# The large-Schmidt-number step in the rotating-disc mass-transfer coefficient

## The result and its assumptions

A disc spinning at angular speed $\omega$ draws fluid towards its face with an axial velocity that depends only on the distance $z$ from the surface. A uniform surface concentration $C_s$ then gives the same flux at every radius, and the steady state of a catalytic disc follows from one algebraic balance,

$$k_m\,(C_b-C_s)=r(C_s). \tag{1}$$

Here $C_b$ is the bulk concentration (mol m⁻³), $r$ the consumption rate per geometric area (mol m⁻² s⁻¹) and $k_m$ the mass-transfer coefficient (m s⁻¹). The Levich formula $k_m=0.62\,D^{2/3}\nu^{-1/6}\omega^{1/2}$, with diffusivity $D$ and kinematic viscosity $\nu$, assumes a large Schmidt number $\mathrm{Sc}=\nu/D$. This guide drops that one assumption and keeps the others: steady laminar flow, a dilute reactant, constant properties, uniform temperature and no net mass flux through the wall.

**Predict.** Levich's result makes three statements: $k_m$ is independent of radius, it scales as $\omega^{1/2}$, and it has the prefactor $0.62\,\mathrm{Sc}^{-2/3}$ in units of $\sqrt{\nu\omega}$. Which of them need $\mathrm{Sc}\gg1$?

## What holds at any Sc

With $\zeta=z\sqrt{\omega/\nu}$, von Kármán's similarity form is $u_r=r_d\,\omega F(\zeta)$, $u_\phi=r_d\,\omega G(\zeta)$, $u_z=\sqrt{\nu\omega}\,H(\zeta)$, where $r_d$ is the radial coordinate and $u_z<0$ points towards the disc. Primes denote $d/d\zeta$:

$$H'=-2F,\qquad F''=F^2-G^2+HF',\qquad G''=2FG+HG', \tag{2}$$

with $F=H=0$, $G=1$ at the wall and $F,G\to0$ far away. A concentration that depends on $z$ alone obeys $u_z\,dC/dz=D\,d^2C/dz^2$, which becomes $C''=\mathrm{Sc}\,H\,C'$. One integration gives $C'(\zeta)=C'(0)\exp(\mathrm{Sc}\int_0^\zeta H)$, and a second gives $C_b-C_s=C'(0)\,J$. The flux into the wall is $D\sqrt{\omega/\nu}\,C'(0)$, so

$$k_m=\frac{D}{J}\sqrt{\frac{\omega}{\nu}},\qquad J(\mathrm{Sc})=\int_0^\infty \exp\!\Big[\mathrm{Sc}\int_0^\zeta H\,d\zeta'\Big]d\zeta. \tag{3}$$

No limit has been taken. Uniform accessibility and the $\omega^{1/2}$ scaling hold at any Sc, and only the evaluation of $J$ uses the assumption. Stagnation flow of strain rate $a_s$ has the same structure, with $\sqrt{a_s/\nu}$ in place of $\sqrt{\omega/\nu}$ and its own function $J$. It follows that a straight plot of limiting rate against $\omega^{1/2}$ says nothing about whether the prefactor 0.62 applies.

## Where the assumption enters

Expand the flow at the wall. The slopes $F'(0)=a$ and $G'(0)=b$ come from numerical solution of (2). The standard approximate values $a=0.51023$, $b=-0.61592$ and $H(\infty)=-c$ with $c=0.88447$ are taken as given.

**Predict.** Evaluate the second of equations (2) at $\zeta=0$. Does the curvature $F''(0)$ need another numerical constant? Does it strengthen or weaken the inflow?

At the wall $F=H=0$ and $G=1$, so $F''(0)=-1$ exactly: the centrifugal force on fluid that turns with the disc is balanced by the gradient of shear stress. Differentiating once, with $H'(0)=0$, gives $F'''(0)=-2G(0)G'(0)=-2b$. Hence

$$F=a\zeta-\tfrac12\zeta^2-\tfrac{b}{3}\zeta^3+\dots,\qquad H=-a\zeta^2+\tfrac13\zeta^3+\tfrac{b}{6}\zeta^4+\dots \tag{4}$$

The cubic term opposes the quadratic one, so the inflow is weaker than the parabola $-a\zeta^2$. Levich's step is to keep the parabola alone. It is justified when the integrand of $J$ dies before the other terms matter. Set $\zeta=\varepsilon t$ with

$$\varepsilon=\Big(\frac{3}{a\,\mathrm{Sc}}\Big)^{1/3},$$

which measures the thickness of the concentration layer in units of $\sqrt{\nu/\omega}$. Since $\mathrm{Sc}\,\varepsilon^3=3/a$, the exponent in (3) becomes

$$\mathrm{Sc}\Big(-\frac{a\zeta^3}{3}+\frac{\zeta^4}{12}+\frac{b\zeta^5}{30}\Big)=-t^3+\frac{\varepsilon}{4a}t^4+\frac{b\,\varepsilon^2}{10a}t^5. \tag{5}$$

All integrals needed are of the form $\int_0^\infty t^n e^{-t^3}dt=\tfrac13\Gamma\!\big(\tfrac{n+1}{3}\big)$. At leading order $J_0=\varepsilon\,\Gamma(4/3)$, so $1/J_0=0.62045\,\mathrm{Sc}^{1/3}$, and (3) gives the Levich value $k_L=0.62045\,D^{2/3}\nu^{-1/6}\omega^{1/2}$.

## The first correction

**Predict.** From (5), what are the sign of the first correction to $k_m$ and its power of Sc?

Expand the exponential of the small terms:

$$e^{-t^3}\Big[1+\frac{\varepsilon}{4a}t^4+\varepsilon^2\Big(\frac{b}{10a}t^5+\frac{1}{32a^2}t^8\Big)+\dots\Big].$$

The moments for $n=4,5,8$ are $\Gamma(5/3)/3$, $1/3$ and $2/3$. Dividing by $\Gamma(4/3)$,

$$\frac{J}{J_0}=1+c_1\,\mathrm{Sc}^{-1/3}+c_2\,\mathrm{Sc}^{-2/3}+\dots,\qquad k_m=\frac{k_L}{J/J_0}, \tag{6}$$

$$c_1=\Big(\frac3a\Big)^{1/3}\frac{\Gamma(5/3)}{12a\,\Gamma(4/3)}=0.298,\qquad c_2=\Big(\frac3a\Big)^{2/3}\frac{1}{\Gamma(4/3)}\Big(\frac{1}{48a^2}+\frac{b}{30a}\Big)=0.145 .$$

Newman gave this expansion in 1966. The first correction lowers $k_m$, because the true inflow is slower than the parabola, and it decays only as $\mathrm{Sc}^{-1/3}$. For an illustrative liquid with $\mathrm{Sc}=1000$, $\varepsilon=0.180$ and the $c_1$ term is 0.030. The term falls below 0.05 only for $\mathrm{Sc}>212$. The series is asymptotic: a polynomial in $\zeta$ cannot follow $H$ to its constant limit $-c$, and the expansion works by giving that region negligible weight.

**Predict.** The parabola grows without bound while the real inflow never exceeds $c\sqrt{\nu\omega}$. What ceiling does that set on $k_m$?

In this flow $F\ge0$, so $H$ falls monotonically and $H\ge-c$. Then $J\ge\int_0^\infty e^{-\mathrm{Sc}\,c\zeta}d\zeta=1/(c\,\mathrm{Sc})$ and $k_m\le c\sqrt{\nu\omega}$: the disc cannot remove reactant faster than the flow brings it. The Levich value breaks this bound when $0.62045\,\mathrm{Sc}^{-2/3}>c$, that is for $\mathrm{Sc}<0.59$. Common gases lie not far above that value.

## The setting: methane oxidation on a rhodium-coated disc

Take a methane-rich feed diluted in nitrogen at 800 K and $1.0\times10^5$ Pa, with oxygen at mole fraction 0.010 as the deficient reactant, so that $C_b=0.150$ mol m⁻³. Adsorbed oxygen blocks the sites that methane needs in order to dissociate, so oxygen is the self-inhibiting species, and $C$ is its concentration. Typical transport inputs are $\nu\approx8.4\times10^{-5}$ m² s⁻¹ and $D\approx1.2\times10^{-4}$ m² s⁻¹, which give $\mathrm{Sc}=0.70$ and $\varepsilon=2.03$. The concentration layer is thicker than the viscous length, which is the opposite of what was assumed.

The two terms of (6) are 0.336 and 0.184. The second is more than half the first, so the truncated series cannot be trusted and $J$ must be evaluated without it.

**Predict.** The wall expansion fails far from the disc. Which variable is small there and still bounded at the wall?

Use $x=e^{-\eta}$ with $\eta=c\zeta$, and write $F=c^2\sum_n f_nx^n$, $G=c^2\sum_n g_nx^n$, $H=c\,[-1+\sum_n (2f_n/n)x^n]$, which satisfies $H'=-2F$. Matching powers of $x$ in (2) gives, with sums over $j+l=n$ and $j,l\ge1$,

$$n(n-1)f_n=\sum\Big[\Big(1-\frac{2l}{j}\Big)f_jf_l-g_jg_l\Big],\qquad n(n-1)g_n=\sum2\Big(1-\frac lj\Big)f_jg_l .$$

The wall conditions fix $c$, $f_1$ and $g_1$; the standard approximate values $f_1=1.18224$ and $g_1=1.53678$ are taken as given. The recursion yields $f_2=-1.88$, $f_3=1.11$ and further terms that alternate in sign and shrink. Integrating $H$ term by term,

$$J=\frac1c\int_0^\infty\exp\Big\{\mathrm{Sc}\Big[-\eta+\sum_n\frac{2f_n}{n^2}\big(1-e^{-n\eta}\big)\Big]\Big\}d\eta. \tag{7}$$

Ten terms and a quadrature give $1/J=0.323$ at $\mathrm{Sc}=0.70$, against $1/J_0=0.551$. At $\omega=100$ rad s⁻¹ the ceiling $c\sqrt{\nu\omega}$ is 0.0811 m s⁻¹, and the four levels give:

| Level | $k_m$ (m s⁻¹) | $k_m/k_L$ |
|---|---|---|
| Levich | 0.0721 | 1 |
| with $c_1$ | 0.0540 | 0.75 |
| with $c_1$, $c_2$ | 0.0475 | 0.66 |
| full integral (7) | 0.0423 | 0.59 |

The first correction removes a quarter of $k_L$. The full ratio $J/J_0$ is 1.7, so the $c_1$ term supplies about half of the excess of $J$ over $J_0$. It has the right sign and order of magnitude, and it is not sufficient for a gas.

## What this does to the bistability

Let $r=kC/(1+KC)^2$ with $k$ in m s⁻¹ and $K$ in m³ mol⁻¹. With $X=KC_s$, $\beta=KC_b$ and $\mathrm{Da}=k/k_m$, equation (1) reads

$$\mathrm{Da}=\frac{(\beta-X)(1+X)^2}{X},\qquad \frac{d\,\mathrm{Da}}{dX}=-\frac{(1+X)\,(2X^2-\beta X+\beta)}{X^2}. \tag{8}$$

On $0<X<\beta$ the function falls from infinity to zero. It takes some value three times only if it has a minimum and a maximum, which needs two real roots $X_\pm=[\beta\pm\sqrt{\beta^2-8\beta}]/4$, and these exist and lie inside the interval if and only if $\beta>8$. At $\beta=8$ they merge at $X=2$, $\mathrm{Da}=27$.

**Predict.** Does the Schmidt-number correction move the threshold $KC_b>8$? Does it move the rotation speeds at which the rate jumps? Does it change their ratio?

The threshold contains no $k_m$ and stays. The folds lie at fixed values of Da, and (3) gives $\omega=\nu\,(kJ/D\,\mathrm{Da})^2$. Both fold speeds are therefore multiplied by $(J/J_0)^2$, which is 1.8 with the $c_1$ term and 2.9 with the full integral, while their ratio is unchanged.

For illustration take $\beta=12.5$, that is $K=83$ m³ mol⁻¹, and $k=2.0$ m s⁻¹. The folds are at $X=1.25$, $\mathrm{Da}=45.6$ and at $X=5$, $\mathrm{Da}=54$. The larger Da belongs to the lower speed. On slowing the disc, the oxygen-blocked state (large $X$) ends at the lower speed; on speeding it up, the oxygen-starved active state (small $X$) ends at the upper one.

| Level | lower fold (rad s⁻¹) | upper fold (rad s⁻¹) |
|---|---|---|
| Levich | 26 | 37 |
| with $c_1$ | 47 | 66 |
| with $c_1$, $c_2$ | 61 | 86 |
| full integral (7) | 77 | 108 |

The window spans a factor of 1.40 in $\omega$, less than the shift from the first correction alone, so the Levich window and the corrected ones do not overlap. Read in reverse, two observed fold speeds give $\beta$ from their ratio whichever $J$ is used, but $k=\mathrm{Da}\,k_m$ comes out too large by the factor 1.7 if $k_L$ is used.

These speeds are the model's. The rate law is a caricature: oxygen adsorbs dissociatively on rhodium, which would bring in $\sqrt{KC}$ and a different threshold, and $k$ and $K$ were assumed. The factors 0.75 and 0.59 depend on Sc alone and carry over to any rate law closed by (1). In a microkinetic model each gas species needs $J$ at its own Schmidt number.

## Neglected effects of competing size

*Finite disc.* For a radius of 0.020 m at 100 rad s⁻¹ the Reynolds number $\omega R_d^2/\nu$ is 476, far below the typical transition range of a few $10^5$. The diffusion thickness $D/k_m$ is 2.8 mm, or 0.14 of the radius. A rim of roughly that width is not described by (3), and a local measurement near the centre avoids it.

*Reaction heat.* **Predict.** If only the gas cools the surface, does the Schmidt-number correction change the temperature rise?

The gas temperature obeys the same equation as $C$ with the Prandtl number in place of Sc. For a typical $\mathrm{Pr}\approx0.70$, equal to Sc, thermal diffusivity equals $D$ and the heat-transfer coefficient is $k_m$ times the volumetric heat capacity. The factor $J$ then cancels. At full depletion the rise is $q\,y_b/c_p$, with $y_b=0.010$, an approximate heat release $q\approx4.0\times10^5$ J per mole of O₂ in total oxidation, and a typical $c_p\approx32$ J mol⁻¹ K⁻¹, which gives about 125 K. With an illustrative activation energy of 80 kJ mol⁻¹ this would raise $k$ by a factor of 5, well above the factor 1.7 found here, and thermal feedback would replace the isothermal mechanism.

The isothermal picture therefore needs the disc held at the gas temperature through its body. The largest heat flux is $q\,k_mC_b=2.5$ kW m⁻². Across an assumed 5 mm steel support of typical conductivity 20 W m⁻¹ K⁻¹ it produces a drop of 0.6 K. With a thermostatted back face, the model's dominant correction to the Levich closure away from the rim is the Schmidt-number factor, which lowers $k_m$ to 0.59 of $k_L$.